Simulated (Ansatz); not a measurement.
# Ligand exchange: CH2ClF + GaH2I → CH2ClI + GaH2F

Species: CH2ClF (chlorofluoromethane) `FCCl`, singlet; GaH2I `[GaH2][I]`, singlet; CH2ClI (chloroiodomethane) `ClCI`, singlet; GaH2F `[F][GaH2]`, singlet. The partners trade F for I: C–F and Ga–I bonds give way to C–I and Ga–F.

Shapes, held fixed at every level: PBE0-D4/def2-TZVP. Programs: Ansatz 0.2.0. The zero-point and thermal change to 298 K, harmonic and unscaled (PBE0-D4/def2-TZVP), is -3.9 kJ/mol.

```csv
level,kind,ΔH(298 K) (kJ/mol),less CCSD(T)/def2-TZVPP,CPU time (sum over the molecules)
HF/def2-TZVPP,Hartree–Fock,+40.4,+27.2,–
SPW92/def2-TZVPP,LDA,+25.3,+12.1,7 s
r2SCAN-D4/def2-TZVPP,meta-GGA,+20.7,+7.5,24 s
PBE0-D4/def2-TZVPP,global hybrid,+25.9,+12.7,14 s
B2PLYP/def2-TZVPP,double hybrid,+13.9,+0.7,26 s
CCSD/def2-TZVPP,coupled cluster or CI,+16.6,+3.4,–
CCSD(T)/def2-TZVPP,coupled cluster or CI,+13.2,0.0,79 s
```

The highest level, CCSD(T)/def2-TZVPP, gives ΔH(298 K) = +13.2 kJ/mol; the levels span +13.2 to +40.4. The column of differences is taken from that level and isn't an error. No measured value is set beside it here. For atoms past krypton def2 sets carry core potentials with scalar relativity. Relativity is left out for Ga unless named. Correlated rows may include outer-core shells of Ga, I, which these sets cover unevenly. Times are processor times on shared x86 and Arm servers, and rough.

The exchange is endothermic at every level, so fluorine stays on carbon and iodine on gallium, though at CCSD(T) the preference is only +13.2 kJ/mol. A simple hard-soft argument would send fluoride to gallium, and the Ga–F bond is indeed strong and polar. However, forming it costs a strong C–F bond, and the C–I bond gained in return is weak because the diffuse iodine orbitals overlap poorly with carbon. These large terms nearly cancel. The remaining preference for reactants probably owes something to the geminal halogens: donation from a fluorine lone pair into the C–Cl σ* orbital stabilises CH2ClF more than the corresponding interaction from iodine stabilises CH2ClI.

Electron correlation favours the products, mostly already at CCSD, with a smaller further shift from triples. The density functionals do not improve steadily with rung: PBE0 lies further from CCSD(T) than r2SCAN does, and the closeness of B2PLYP may be partly fortuitous. With so small a balance, the direction is better supported than the exact magnitude, which still lacks a test of basis-set convergence.
